**Student:** The scaling law for two-photon absorption, $\beta = K\sqrt{E_p}\,F_2(x)/(n^2E_g^3)$, looks like a curve fit to me. Where do the powers 3/2 and 5 in $F_2$ come from, and is $K$ derived or fitted?

**Lecturer:** The powers follow from a model, and so does one value of $K$. The value usually quoted is fitted and is different. Conventions first. The coefficient is defined by $dI/dz=-\beta I^2$ for one linearly polarised beam, with $I$ the intensity inside the crystal and $x=\hbar\omega/E_g$. The premises are these.

1. A direct gap at $\Gamma$, a full valence band, an empty conduction band, independent electrons.
2. Kane's zone-centre states: $|s\rangle$ at energy $E_g$ and $|p_j\rangle$ at energy 0, with velocity elements $\langle s|\hat v_i|p_j\rangle=v\,\delta_{ij}$, $v$ real by choice of phase, and $E_p=2m_0v^2$. Spin gives a factor 2 and nothing else.
3. Only $|s\rangle$ and the p state along $\mathbf k$, $|p_\parallel\rangle$, are kept.
4. Everything is taken to leading order in $k$, so the bands are parabolic.
5. The dipole approximation and lowest-order perturbation theory hold.

**Student:** Why the p state along $\mathbf k$?

**Lecturer:** The k·p term $\hbar\mathbf k\cdot\hat{\mathbf v}$ has the element $\hbar v k_j$ between $|s\rangle$ and $|p_j\rangle$, so it couples $|s\rangle$ only to $|p_\parallel\rangle=\sum_j\hat k_j|p_j\rangle$. In that pair of states

$$H=\frac{\hbar^2k^2}{2m_0}\mathbb 1+\begin{pmatrix}E_g&\hbar vk\\ \hbar vk&0\end{pmatrix},$$

and the transition energy is

$$E_{cv}=\sqrt{E_g^2+4\hbar^2v^2k^2}\approx E_g+\frac{\hbar^2k^2}{2\mu},\qquad \mu=\frac{E_g}{4v^2}=\frac{m_0E_g}{2E_p}.$$

The free-electron term shifts both bands alike and drops out of $E_{cv}$. The valence partner is the light-hole band of the model.

**Student:** Now the light.

**Lecturer:** Take $\mathbf A=\hat{\mathbf a}A_0\cos\omega t$. The electric field has amplitude $\omega A_0$, so $I=\tfrac12 n\varepsilon_0c\,\omega^2A_0^2$. For charge $-e$ the coupling is $e\mathbf A\cdot\hat{\mathbf v}+e^2A^2/2m_0$, and the part that absorbs one photon is $Ve^{-i\omega t}$ with $V=(eA_0/2)\,\hat{\mathbf a}\cdot\hat{\mathbf v}$.

**Student:** The $A^2$ term oscillates at $2\omega$. Surely it absorbs two photons in one step.

**Lecturer:** In the dipole approximation it is a number times the identity, with no element between orthogonal bands. What remains is the second-order amplitude at fixed $\mathbf k$,

$$M=\sum_m\frac{V_{cm}V_{mv}}{E_v+\hbar\omega-E_m},\qquad E_{cv}=2\hbar\omega .$$

With two bands, $m$ is $c$ or $v$. For $m=c$ the denominator is $\hbar\omega-E_{cv}=-\hbar\omega$, and for $m=v$ it is $+\hbar\omega$. Hence

$$M=-\frac{V_{cv}\,(V_{cc}-V_{vv})}{\hbar\omega}.$$

Let $\theta$ be the angle between $\hat{\mathbf a}$ and $\mathbf k$. To leading order $V_{cv}=(eA_0/2)\,v\cos\theta$. The diagonal velocities are group velocities, so $\mathbf v_{cc}-\mathbf v_{vv}=\nabla_{\mathbf k}E_{cv}/\hbar=\hbar\mathbf k/\mu$. Then

$$|M|^2=\left(\frac{eA_0}{2}\right)^4\frac{v^2k^2\cos^4\theta}{\mu^2\omega^2}.$$

One step is allowed at $k=0$ and the other vanishes there: an allowed-forbidden transition.

**Student:** So the extra $k^2$ turns the square-root edge into 3/2.

**Lecturer:** Yes. The golden rule gives the rate per volume

$$W=2\int\frac{d^3k}{(2\pi)^3}\,\frac{2\pi}{\hbar}|M|^2\,\delta\!\left(E_g+\frac{\hbar^2k^2}{2\mu}-2\hbar\omega\right).$$

The angular integral of $\cos^4\theta$ is $4\pi/5$. The delta function turns $\int k^2dk$ into $\mu k/\hbar^2$ at $\hbar k=\sqrt{2\mu(2\hbar\omega-E_g)}$. The numerical factors combine to $2\cdot2\pi\cdot(4\pi/5)/(8\pi^3)=2/(5\pi)$, so

$$W=\frac{2}{5\pi}\left(\frac{eA_0}{2}\right)^4\frac{v^2k^3}{\hbar^3\mu\,\omega^2}.$$

Each transition removes $2\hbar\omega$, so $\beta I^2=2\hbar\omega W$. From the intensity, $(eA_0/2)^4=e^4I^2/(4n^2\varepsilon_0^2c^2\omega^4)$. Inserting this and $k$,

$$\beta=\frac{e^4\,v^2\,2^{3/2}\mu^{1/2}\,(2\hbar\omega-E_g)^{3/2}}{5\pi n^2\varepsilon_0^2c^2(\hbar\omega)^5}.$$

Count the five powers of $\omega$: four from $A_0^4$ at fixed intensity, two from the squared denominator, minus one from the energy per event. Now $v^2\,2^{3/2}\mu^{1/2}=\sqrt{E_pE_g/m_0}$, $(2\hbar\omega-E_g)^{3/2}=E_g^{3/2}(2x-1)^{3/2}$ and $(\hbar\omega)^5=E_g^5(2x)^5/32$. Therefore

$$\beta=K\,\frac{\sqrt{E_p}}{n^2E_g^3}\,F_2(x),\qquad F_2=\frac{(2x-1)^{3/2}}{(2x)^5},$$

$$K=\frac{32\,e^4}{5\pi\varepsilon_0^2c^2\sqrt{m_0}}=\frac{512\pi\,\alpha^2\hbar^2}{5\sqrt{m_0}},$$

where $\alpha=e^2/(4\pi\varepsilon_0\hbar c)$. Setting $d\ln F_2/dx=3/(2x-1)-5/x$ to zero gives $x=5/7=0.714$, where $F_2=0.0472$.

**Student:** And the number?

**Lecturer:** $K=2.00\times10^{-55}\ \mathrm{m\,W^{-1}J^{5/2}}$. With energies in eV this is $1.94\times10^{-8}\ \mathrm{m\,W^{-1}eV^{5/2}}$, or $1.94\times10^{3}\ \mathrm{cm\,GW^{-1}eV^{5/2}}$.

**Student:** I remember about 3100 in those last units.

**Lecturer:** That is the typical value obtained by treating $K$ as a free constant and fitting this form to many direct-gap semiconductors. The parabolic two-band model does not yield it. The derived constant is 0.63 of it.

**Student:** Then a premise fails. I suspect the third. The component of $\hat{\mathbf a}$ across $\mathbf k$ couples $|s\rangle$ to the transverse p states, and you threw those away.

**Lecturer:** You are right, and the omission is large. Keep all three p states. Let $T_{\mathbf b}=\sum_jb_j|s\rangle\langle p_j|$, so that $\mathbf b\cdot\hat{\mathbf v}=v(T_{\mathbf b}+T_{\mathbf b}^\dagger)$, and let $\Pi$ project on the valence states that lie at the band edge. To first order in $k$, with $\epsilon=\hbar v/E_g$, the conduction state is $(1+\epsilon\,\Pi T_{\mathbf k}^\dagger)|s\rangle$ and a valence state is $(1-\epsilon T_{\mathbf k})|u\rangle$. The elements of $\hat{\mathbf a}\cdot\hat{\mathbf v}$ are then $vT_a$ from valence to conduction, $\epsilon v(T_a\Pi T_{\mathbf k}^\dagger+T_{\mathbf k}\Pi T_a^\dagger)$ within the conduction band, and $-\epsilon v(T_a^\dagger T_{\mathbf k}+T_{\mathbf k}^\dagger T_a)$ within the valence set. Near threshold the denominators are again $\mp\hbar\omega$. In units of $-(eA_0/2)^2\epsilon v^2/\hbar\omega$ the amplitude operator is

$$\mathcal M=(T_a\Pi T_{\mathbf k}^\dagger+T_{\mathbf k}\Pi T_a^\dagger)T_a+T_a\Pi\,(T_a^\dagger T_{\mathbf k}+T_{\mathbf k}^\dagger T_a).$$

Without spin-orbit splitting, $\Pi=1$, and a p state along the unit vector $\mathbf u$ has the amplitude $3(\mathbf k\cdot\hat{\mathbf a})(\hat{\mathbf a}\cdot\mathbf u)+\mathbf k\cdot\mathbf u$. In these units the two-band amplitude was $4k\cos^2\theta$, with mean square $16k^2/5$. The light hole now has $k(3\cos^2\theta+1)$, with mean square $24k^2/5$, a factor 1.5. The transverse state in the plane of $\hat{\mathbf a}$ and $\mathbf k$, a heavy hole, has $3k\cos\theta\sin\theta$, with mean square $6k^2/5$, and the other transverse state has zero. The heavy hole is not repelled by $|s\rangle$, so its reduced mass is $2\mu$. At a given mean square of amplitude over $k$, the rate goes as $k^2\cdot\mu k\propto\mu^{5/2}$, so the heavy hole adds $(3/8)\,2^{5/2}=2.1$. The total is 3.6 times the two-band $K$.

**Student:** Real crystals have a split-off band.

**Lecturer:** The opposite limit removes it altogether. Include spin and take $\Pi=(2+\mathbf L\cdot\boldsymbol\sigma)/3$, the $j=3/2$ projector, with $\mathbf L$ the $l=1$ matrices. Then $T_{\mathbf k}\Pi T_{\mathbf k}^\dagger=2k^2/3$, which makes the reduced masses $3\mu$ for heavy holes and $3\mu/2$ for light holes. The angular mean of $\mathrm{tr}\,\mathcal M\mathcal M^\dagger/k^2$ is 16/27 over the two heavy-hole states and 232/81 over the two light-hole states, against $2\cdot16/5$ for the two-band model. The ratio is $[(16/27)\,3^{5/2}+(232/81)(3/2)^{5/2}]/(32/5)=2.7$. In both limits only the constant changes. The factor $\sqrt{E_p}F_2/(n^2E_g^3)$ survives, because no new energy has entered. A finite splitting $\Delta$ makes the constant depend on $\Delta/E_g$.

**Student:** Now you overshoot the fitted value instead.

**Lecturer:** The fourth premise pulls the other way, and within two bands we can drop it exactly. Write $y=2x=E_{cv}/E_g$. The eigenvectors of the 2×2 matrix give an interband velocity $v/y$. The form of $M$ is unchanged, and the rate goes as $k^2(dk/dE_{cv})\,v_{cv}^2\,(dE_{cv}/dk)^2=k^2v_{cv}^2\,dE_{cv}/dk$. With $dE_{cv}/dk=4\hbar^2v^2k/E_{cv}$ this is proportional to $k^3/y^3$, where the parabolic form has $k^3$ alone. Also $k^2\propto y^2-1$ in place of $2(y-1)$. So $F_2$ is multiplied by

$$g(y)=\frac{[(y+1)/2]^{3/2}}{y^3},$$

and the maximum of $gF_2\propto(y^2-1)^{3/2}/y^8$ moves to $y^2=8/5$, that is $x=0.632$. The value 5/7 belongs to the parabolic form only.

**Student:** If the constant and the shape are both soft, what is left?

**Lecturer:** The scaling, which needs no parabolic bands. Define $dI/dz=-\alpha_NI^N$. The identity terms in the Hamiltonian give only a common phase, so the model contains $\hbar$, $v$ and $E_g$, and light enters only through $eA_0v$ and $\omega$. The dimensionless coupling is

$$\xi^2=\left(\frac{eA_0v}{E_g}\right)^2=\frac{8\pi\alpha\hbar^3v^2I}{n\,x^2E_g^4}.$$

At lowest order the $N$-photon rate is proportional to $\xi^{2N}$. The only frequency scale is $E_g/\hbar$ and the only inverse length is $E_g/\hbar v$, so

$$W_N=\frac{E_g}{\hbar}\left(\frac{E_g}{\hbar v}\right)^3\xi^{2N}f_N(x).$$

Energy balance, $\alpha_NI^N=NxE_gW_N$, then gives

$$\alpha_N=\frac{\alpha^N\hbar^{3N-4}\,v^{2N-3}}{n^NE_g^{4N-5}}\,\Phi_N(x)\;\propto\;\frac{E_p^{\,N-3/2}}{n^NE_g^{4N-5}},$$

with $\Phi_N$ dimensionless and $v\propto\sqrt{E_p}$. This is the scaling rule of Wherrett (1984). It holds at fixed $x$, so materials must be compared at equal $\hbar\omega/E_g$, or after division by $\Phi_N$.

**Student:** Test it. For $N=1$ it says absorption grows with the gap.

**Lecturer:** It does, at fixed $x$. The same golden rule with $|V_{cv}|^2$, angular integral $4\pi/3$ and $\alpha_1I=\hbar\omega W$ gives $\alpha_1=\tfrac43\alpha v^2\mu k/(n\hbar\omega)$. With $v^2\mu=E_g/4$ and $k=(E_g/\hbar v)\sqrt{(x-1)/2}$,

$$\alpha_1=\frac{\alpha E_g}{3\sqrt2\,n\hbar v}\,\frac{\sqrt{x-1}}{x}.$$

For $N=2$, $K\sqrt{E_p}=512\sqrt2\,\pi\alpha^2\hbar^2v/5$, which has the predicted powers. For $N=3$ the rule gives $E_p^{3/2}/(n^3E_g^7)$.

**Student:** Does the argument fix $\Phi_N$?

**Lecturer:** No, that needs the paths. The path with one interband and $N-1$ intraband steps has amplitude proportional to $A_0^Nk^{N-1}/\omega^{N-1}$. Squaring, using $A_0^2\propto I/\omega^2$, and multiplying by $k$ from the density of states and $\omega$ from the energy balance gives $k^{2N-1}/\omega^{4N-3}$, that is $(Nx-1)^{N-1/2}/(Nx)^{4N-3}$. For $N=2$ this is $F_2$. For $N\ge3$ other paths exist. With three photons, $v\to c\to v\to c$ needs no intraband step and starts as $(3x-1)^{1/2}$, so it dominates at threshold. In this model the edge exponent is 1/2 for odd $N$ and 3/2 for even $N$. All paths share the same scaling.

**Student:** State the range of validity, then give me CdTe at 1.3 µm.

**Lecturer:** The law needs a direct gap with s-like conduction and p-like valence edges, which excludes phonon-assisted absorption across an indirect gap such as that of silicon. It needs $1/2<x<1$, and for a shape without a second edge it needs $2\hbar\omega<E_g+\Delta$. It needs $eA_0v\ll\hbar\omega$, a photon wavevector far below $k$, and pulses short or weak enough that the generated carriers neither block the transition nor absorb. The model is isotropic and its zone-centre states have definite parity. Zinc blende lacks inversion, so remote bands add a dependence on crystal orientation and an allowed-allowed term in $(2x-1)^{1/2}$ that takes over very near the edge. The model cannot size those.

For CdTe the measured, compiled values are $E_g=1.48$ eV at 300 K (Skelton 2020), $\Delta=0.95$ eV, from a mostly low-temperature compilation (Peralta 2006), and $\varepsilon_\infty=7.2$ and an LO frequency of 168 cm⁻¹ at 300 K (Rakita 2019). I assume $E_p=21$ eV, a typical value, and set $n^2=\varepsilon_\infty$, $n=2.68$. This ignores dispersion, which raises $n$ somewhat towards the gap and so lowers $\beta$.

The window $1/2<x<1$ runs from 1.68 µm to 0.84 µm, the split-off edge $2\hbar\omega=2.43$ eV lies at 1.02 µm, and the parabolic peak is at 1.17 µm. At 1.3 µm, $\hbar\omega=0.954$ eV, $x=0.644$, the excess energy is $2\hbar\omega-E_g=0.427$ eV and $F_2=0.0436$. The two-band model gives

$$\beta=1.7\times10^{-10}\ \mathrm{m\,W^{-1}}=17\ \mathrm{cm\,GW^{-1}}.$$

For an illustrative internal intensity $I_0=2\times10^{12}\ \mathrm{W\,m^{-2}}$ and thickness $L=1$ mm, integrating $dI/dz=-\beta I^2$ gives $I(L)/I_0=1/(1+\beta I_0L)=0.75$.

**Student:** Are the small parameters small?

**Lecturer:** Two of them are. With $v=1.36\times10^6\ \mathrm{m\,s^{-1}}$, $eA_0v/\hbar\omega=0.023$ at that intensity. With $\mu=0.035\,m_0$, $k=6.3\times10^8\ \mathrm{m^{-1}}$, against a photon wavevector $2\pi n/\lambda=1.3\times10^7\ \mathrm{m^{-1}}$. The band corrections are not small. Non-parabolicity gives $g=0.57$, and the other valence states give 2.7 and 3.6 in the two limits, with CdTe at $\Delta/E_g=0.64$ in neither.

**Student:** And independent electrons? The pair attracts.

**Lecturer:** That too rivals the rest. The amplitude linear in $\mathbf k$ creates a p-wave pair, and Elliott's continuum enhancement for it is

$$C=\frac{2\pi\eta\,(1+\eta^2)}{1-e^{-2\pi\eta}},\qquad \eta^2=\frac{R^*}{2\hbar\omega-E_g},\qquad R^*=\frac{\mu}{m_0}\frac{\mathrm{Ry}}{\varepsilon^2}.$$

The excess energy far exceeds the LO phonon energy of 21 meV, so the lattice does not follow the relative motion and $\varepsilon=\varepsilon_\infty$. Then $R^*=9.2$ meV, $\eta=0.15$ and $C=1.6$. This is an estimate, since it corrects the final state and leaves the intermediate one free.

**Student:** Can I multiply the three factors?

**Lecturer:** Not reliably. The valence factor was derived at threshold, $g$ for the light-hole pair alone, and $C$ for one parabolic mass. They show that the constant is uncertain by a factor of two or more, in both directions. So $17\ \mathrm{cm\,GW^{-1}}$ is the model's number, not the material's. As typical knowledge, direct-gap semiconductors follow the fitted $K$, which with the same inputs gives $2.7\times10^{-10}\ \mathrm{m\,W^{-1}}$. On that basis the bare model falls short by roughly a third, and since that $K$ was adjusted to absorption data it does not test the derivation. What carries over from crystal to crystal is the dependence on $\sqrt{E_p}/(n^2E_g^3)$ at fixed $\hbar\omega/E_g$, which none of the band corrections alters in the limits we derived.